The 3s orbital in Pd13+ to Pd35+: energy and size follow different charges

A hydrogenic 3s orbital in a charge Z_eff has ε = −Z_eff²/18 hartree and <r> = 13.5/Z_eff bohr, so energy and size are tied together. Stripping 22 electrons from Pd13+ deepens the 3s level by a factor 2.311. A single effective charge would then shrink the orbital by √2.311 = 1.52, that is by 34 %. In non-relativistic Hartree-Fock it shrinks by 12.7 %. Here ε(3s) is the orbital energy, <r>(3s) the mean radius and r_max(3s) the position of the main peak.

Palladium ions Pd13+ to Pd35+, computed with B-spline radial code 1 in non-relativistic Hartree-Fock at the basis-set limit, for a spherical atom with a point nucleus and an average over the configuration. ε(3s) is the orbital energy, <r>(3s) the mean radius and r_max(3s) the radius where the orbital's radial probability density is largest.

```
species   Z  charge (e)  electrons      configuration  ε(3s) (eV)  <r>(3s) (bohr)  r_max(3s) (bohr)
  Pd13+  46          13         33  [Ar] 3d10 4s2 4p3    -947.836         0.38659            0.3510
  Pd14+  46          14         32  [Ar] 3d10 4s2 4p2    -978.918         0.38611            0.3508
  Pd15+  46          15         31  [Ar] 3d10 4s2 4p1    -1010.75         0.38559            0.3506
  Pd16+  46          16         30      [Ar] 3d10 4s2    -1043.32         0.38505            0.3503
  Pd17+  46          17         29      [Ar] 3d10 4s1    -1076.32         0.38519            0.3504
  Pd18+  46          18         28          [Ar] 3d10    -1109.94         0.38483            0.3504
  Pd19+  46          19         27           [Ar] 3d9    -1167.62         0.38157            0.3485
  Pd20+  46          20         26           [Ar] 3d8    -1226.54         0.37831            0.3467
  Pd21+  46          21         25           [Ar] 3d7    -1286.67         0.37508            0.3448
  Pd22+  46          22         24           [Ar] 3d6    -1347.99         0.37186            0.3429
  Pd23+  46          23         23           [Ar] 3d5    -1410.50         0.36867            0.3410
  Pd24+  46          24         22           [Ar] 3d4    -1474.17         0.36551            0.3390
  Pd25+  46          25         21           [Ar] 3d3    -1539.01         0.36238            0.3371
  Pd26+  46          26         20           [Ar] 3d2    -1604.99         0.35928            0.3351
  Pd27+  46          27         19           [Ar] 3d1    -1672.12         0.35621            0.3331
  Pd28+  46          28         18       [Ne] 3s2 3p6    -1740.37         0.35318            0.3312
  Pd29+  46          29         17       [Ne] 3s2 3p5    -1801.55         0.35088            0.3297
  Pd30+  46          30         16       [Ne] 3s2 3p4    -1863.45         0.34860            0.3282
  Pd31+  46          31         15       [Ne] 3s2 3p3    -1926.10         0.34636            0.3267
  Pd32+  46          32         14       [Ne] 3s2 3p2    -1989.48         0.34415            0.3252
  Pd33+  46          33         13       [Ne] 3s2 3p1    -2053.59         0.34196            0.3237
  Pd34+  46          34         12           [Ne] 3s2    -2118.44         0.33981            0.3223
  Pd35+  46          35         11           [Ne] 3s1    -2190.27         0.33743            0.3209
```

Why energy and radius part

An electron in another shell acts on the 3s through its electrostatic potential,

V(r) = Q(r)/r + ∫ (from r to ∞) ρ(r′)/r′ dr′

where ρ is its radial density and Q(r) its charge inside r. The energy responds to the value of V, the shape only to its slope, −Q(r)/r². Charge that lies outside the 3s raises the level by an almost constant amount and exerts almost no force. Charge inside does both. The hydrogenic formulas read backwards give a charge from each column:

Z_E = 3√(−2ε), Z_r = 13.5/<r>, Z_max = 13.074/r_max (atomic units)

Z_E counts the outer electrons as screening and Z_r hardly sees them. The gap Z_r − Z_E closes at every step, from 9.88 in Pd13+ to 1.94 in Pd35+. What remains reflects the ten-electron core, whose field is not of the form 1/r. Z_max exceeds Z_r in every row, as it should if the tail, which weighs on the mean, is more screened than the peak; r_max falls by only 8.6 %.

The steps sort by the shell that is emptied. In Pd17+ the same calculation puts <r> at 0.840 bohr for 4s, 0.385 for 3s, 0.377 for 3p and 0.348 for 3d. The 4s is thus mostly outside, and ε(3s) deepens by 33.62 eV from Pd17+ to Pd18+. A thin shell at 0.840 bohr would give 1/0.840 hartree = 32.4 eV, but that closeness is partly cancellation. The potential of the real 4s at the centre is its <1/r>, 1.644 hartree or 44.7 eV, and it falls across the 3s because the inner lobes of the 4s overlap it. The model below gives 36.45 eV for the direct integral, and exchange and relaxation lower it further. All n = 4 steps lie between 31 and 34 eV and move Z_r by less than 0.05. The other extreme, a point charge at the nucleus, would give <1/r> of the 3s, 3.72 hartree or 101 eV in Pd17+, and a full unit of Z_r. Electrons of n = 3 share the region of the 3s and fall between: 58 to 72 eV, with Z_r rising on average by 0.31 per 3d and 0.25 per 3p electron. The 3d has no radial node and lies furthest in, so it screens most. Slater's rules, which let neither 3d nor n = 4 electrons screen a 3s, predict no change from Pd13+ to Pd28+, where Z_E rises by 8.89 and Z_r by 3.30.

The size of an energy step

With frozen orbitals and an average over the configuration, removing one nl electron lowers ε(3s) by the direct Coulomb integral F0 less an average exchange:

step = F0(3s,nl) − G^l(3s,nl) / [2(2l+1)]

The factor 1/2 is the share of parallel spins and 1/(2l+1) the angular average, which gives G1/6 for 3p and G2/10 for 3d. The partner within 3s has opposite spin and no exchange term. For Pd31+ → Pd32+ the integrals of the Pd31+ run give 71.91 − 46.43/6 = 64.17 eV. Such integrals scale as an inverse length. The mean of the two radii is (0.34636 + 0.34415)/2 = 0.34526 bohr, so the estimate is 64.17 × 0.34636/0.34526 = 64.37 eV against 63.38 eV in the table. Nothing is fitted, though this row supplied the integrals.

Scaled in the same way to all six 3p steps, the estimate is too large by 1.95 eV when five 3p electrons remain and by 0.35 eV when none does, falling steadily between. That pattern is what relaxation should give, since the remaining electrons contract and restore some repulsion. The 1/<r> scaling is approximate, however, and may carry part of the drift. Without exchange the estimate misses by 8.89 eV on average.

Exchange has a share in both breaks near the end. The step drops by 7.07 eV from the last 3d electron to the first 3p. Exchange takes 7.74 eV (G1/6 in Pd31+) off a 3p step and should take less off a 3d step, through the factor 1/10 and the higher multipole. The direct integral should add to the drop, since the 3d lies further in: in Pd24+ the 3p has F0 = 72.33 eV with the 3d but 69.03 eV with another 3p. The 3s–3d integrals were not computed, so the split between the two causes stays open. The last step, Pd34+ → Pd35+, is the largest, 71.83 eV, and the scaled F0(3s,3s) with no exchange gives 72.08 eV.

Within the 3d shell the step grows by 18.3 % while 1/<r>(3s) grows by 8.0 %. Two causes are plausible and add. The 3d contracts faster than the 3s, the ratio of their radii going from 0.904 in Pd17+ to 0.866 in Pd24+, and fewer electrons are left to relax. The second is likely the larger. Relaxation is seen to fade along the shell, as the gap between −ε(3d) and the ionisation energy falls from 3.87 eV in Pd18+ to 1.62 eV in Pd27+. No kink appears at 3d5 or 3p3, because the configuration average removes the spin alignment of real terms; that smoothness belongs to the method.

A model for the radius

For five steps a hydrogenic 3s of charge Z_r was solved again after removing the potential V of a hydrogenic density matched to the computed <r> of the departing electron (for Pd18+, the 3d radius of Pd17+). No constant is fitted, but both radii come from the calculation. The model's F0 for 3s–3p in Pd31+ is 71.85 eV against the computed 71.91. The table's change of Z_r is 1.03 and 1.04 times the model's for the two 3d steps, 0.94 for 3p and 1.14 for 3s. It fails for 4s, where the ratio is 0.59. As the model has neither exchange nor relaxation, its success on n = 3 may rest partly on cancellation. For energies the lack shows: the 4s, 3d and 3p steps lie 8 to 13 % below the model's F0. The printed output after this text gives every step.

The irregular row

Only once does <r> rise, by 0.00014 bohr from Pd16+ to Pd17+, and the next 4s electron lowers it by 0.00036. Losing an electron gives no reason for expansion. Pd16+ is where 4s closes over the closed 3s, and closed orbitals of the same l can be mixed without changing the total energy, so the program's choice of what it calls 3s changes here. In Pd17+ the energy fixes how far 3s and 4s mix. In Pd16+ it does not, and the canonical choice, which diagonalises the Fock operator, imposes the same 3s–4s condition as for 4s1. The second 4s electron then adds no mixing, so this step lacks a part that the other 4s step has. The rise comes from that convention, and any code with canonical orbitals should show it. If the two 4s steps were physically equal, which is a guess, the rows Pd13+ to Pd16+ are offset by about 0.0005 bohr, as much as a whole 4p step. The change of r_max there is one last digit and needs no cause. The same switch lies between Pd34+ and Pd35+ and may be part of the ratio 1.14.

Neighbouring series

Deeper orbitals see the n = 3 electrons as the 3s sees n = 4. From Pd17+ to Pd31+ the 2s deepens from −144.1 to −185.7 hartree, by more than the 3s (−39.6 to −70.8), while its radius goes only from 0.1434 to 0.1413 bohr. Along an isoelectronic series the added charge sits at the nucleus, so Z_E and Z_r should both rise by roughly one unit per element.

In practice

A basis exponent or a radial integral should take its charge from a radius, not from ε, which in Pd13+ would give 25.04 in place of 34.92. Even Z_r is only a guide for quantities weighted near the nucleus: in Pd17+ the hydrogenic <1/r> = Z_r/9 is 3.89 against the computed 3.72. Single-orbital radii should not be differenced across the closing of a shell of the same l. ε(3s) is a frozen-orbital removal energy and is the first ionisation only in Pd34+ and Pd35+, where −ε lies within 0.18 eV of the difference of total energies. Those ionisation energies fall 62.7 and 58.7 eV (2.9 and 2.6 %) short of the tabulated semi-empirical values. The first-order relativistic shift of a hydrogenic 3s, Z_eff⁴α²/72 hartree, is 42 eV with Z_E of Pd35+ and 90 eV with Z = 46, so missing relativity has the right size, with correlation also absent. A relativistic 3s would be deeper and smaller in every row.

Numerical output:

```
ion Z_E Z_r Z_max | step to next row: shell, deepening eV, d<r>, d r_max bohr
Pd13+ 25.04 34.921 37.25 | 4p 31.08 -0.00048 -0.0002
Pd14+ 25.45 34.964 37.27 | 4p 31.83 -0.00052 -0.0002
Pd15+ 25.86 35.011 37.29 | 4p 32.57 -0.00054 -0.0003
Pd16+ 26.27 35.060 37.32 | 4s 33.00 +0.00014 +0.0001
Pd17+ 26.68 35.048 37.31 | 4s 33.62 -0.00036 +0.0000
Pd18+ 27.10 35.080 37.31 | 3d 57.68 -0.00326 -0.0019
Pd19+ 27.79 35.380 37.52 | 3d 58.92 -0.00326 -0.0018
Pd20+ 28.48 35.685 37.71 | 3d 60.13 -0.00323 -0.0019
Pd21+ 29.17 35.992 37.92 | 3d 61.32 -0.00322 -0.0019
Pd22+ 29.86 36.304 38.13 | 3d 62.51 -0.00319 -0.0019
Pd23+ 30.55 36.618 38.34 | 3d 63.67 -0.00316 -0.0020
Pd24+ 31.23 36.935 38.57 | 3d 64.84 -0.00313 -0.0019
Pd25+ 31.91 37.254 38.78 | 3d 65.98 -0.00310 -0.0020
Pd26+ 32.58 37.575 39.02 | 3d 67.13 -0.00307 -0.0020
Pd27+ 33.26 37.899 39.25 | 3d 68.25 -0.00303 -0.0019
Pd28+ 33.93 38.224 39.47 | 3p 61.18 -0.00230 -0.0015
Pd29+ 34.52 38.475 39.65 | 3p 61.90 -0.00228 -0.0015
Pd30+ 35.11 38.726 39.84 | 3p 62.65 -0.00224 -0.0015
Pd31+ 35.69 38.977 40.02 | 3p 63.38 -0.00221 -0.0015
Pd32+ 36.28 39.227 40.20 | 3p 64.11 -0.00219 -0.0015
Pd33+ 36.86 39.478 40.39 | 3p 64.85 -0.00215 -0.0014
Pd34+ 37.43 39.728 40.56 | 3s 71.83 -0.00238 -0.0014
Pd35+ 38.06 40.008 40.74
rounding of steps: 0.01 eV, 1e-5 and 1e-4 bohr; Z_r +-0.0006, Z_max +-0.006; x0 13.074
first to last: energy ratio 2.311, <r> -12.7 %, r_max -8.6 %, Z_r-Z_E 9.88 to 1.94
4p: mean dZ_E 0.410 dZ_r 0.047 (0.043..0.049) dZ_max 0.025; step*<r> 0.441..0.461 au
4s: mean dZ_E 0.413 dZ_r 0.010 (-0.013..0.033) dZ_max -0.005; step*<r> 0.467..0.476 au
3d: mean dZ_E 0.683 dZ_r 0.314 (0.300..0.325) dZ_max 0.216; step*<r> 0.812..0.890 au
3p: mean dZ_E 0.584 dZ_r 0.251 (0.251..0.250) dZ_max 0.182; step*<r> 0.791..0.812 au
3s: mean dZ_E 0.629 dZ_r 0.280 (0.280..0.280) dZ_max 0.177; step*<r> 0.894..0.894 au
Slater Z 34.75 (Pd13+..28+) to 37.20; table 13+ to 28+: dZ_E 8.89, dZ_r 3.30; worst Z_r-Z_S 3.47, Z_E-Z_S 9.71
3d step grows 18.3 %, 1/<r> 8.0 %; <r>3d/<r>3s 0.904 (17+), 0.866 (24+)
frozen-charge model (no exchange, no response): F0 vs step eV; dZ_r model vs table; table/model
Pd17+ -4s: 36.45 vs 33.62 (-7.8 %); 0.056 vs 0.033; 0.59
Pd18+ -3d: 65.98 vs 57.68 (-12.6 %); 0.290 vs 0.300; 1.03
Pd24+ -3d: 70.70 vs 64.84 (-8.3 %); 0.308 vs 0.319; 1.04
Pd31+ -3p: 71.85 vs 63.38 (-11.8 %); 0.267 vs 0.250; 0.94
Pd34+ -3s: 71.79 vs 71.83 (+0.1 %); 0.246 vs 0.280; 1.14
Pd31+ computed F0(3s,3p) 71.91, G1/6 7.74, net 64.17, F0(3s,3s) 70.47 eV; last 3d - first 3p step 7.07
3p step - scaled net, eV (5..0 3p left): -1.95 -1.65 -1.31 -0.99 -0.68 -0.35 | no exchange, mean -8.89
3s: scaled F0 72.08 vs 71.83; proxies: 3p-3d net 68.70 vs 64.84; F0(3d,4s) 36.55 vs 33.62 eV
4s steps d<r> +0.00014, -0.00036, difference +0.00050 bohr; growth of first five steps eV: 0.75 0.74 0.43 0.62
IE - tabulated -62.7, -58.7 eV (-2.9, -2.6 %); -eps-IE 0.18, 0.07; rel. 42 (Z_E) to 90 (Z) eV
```
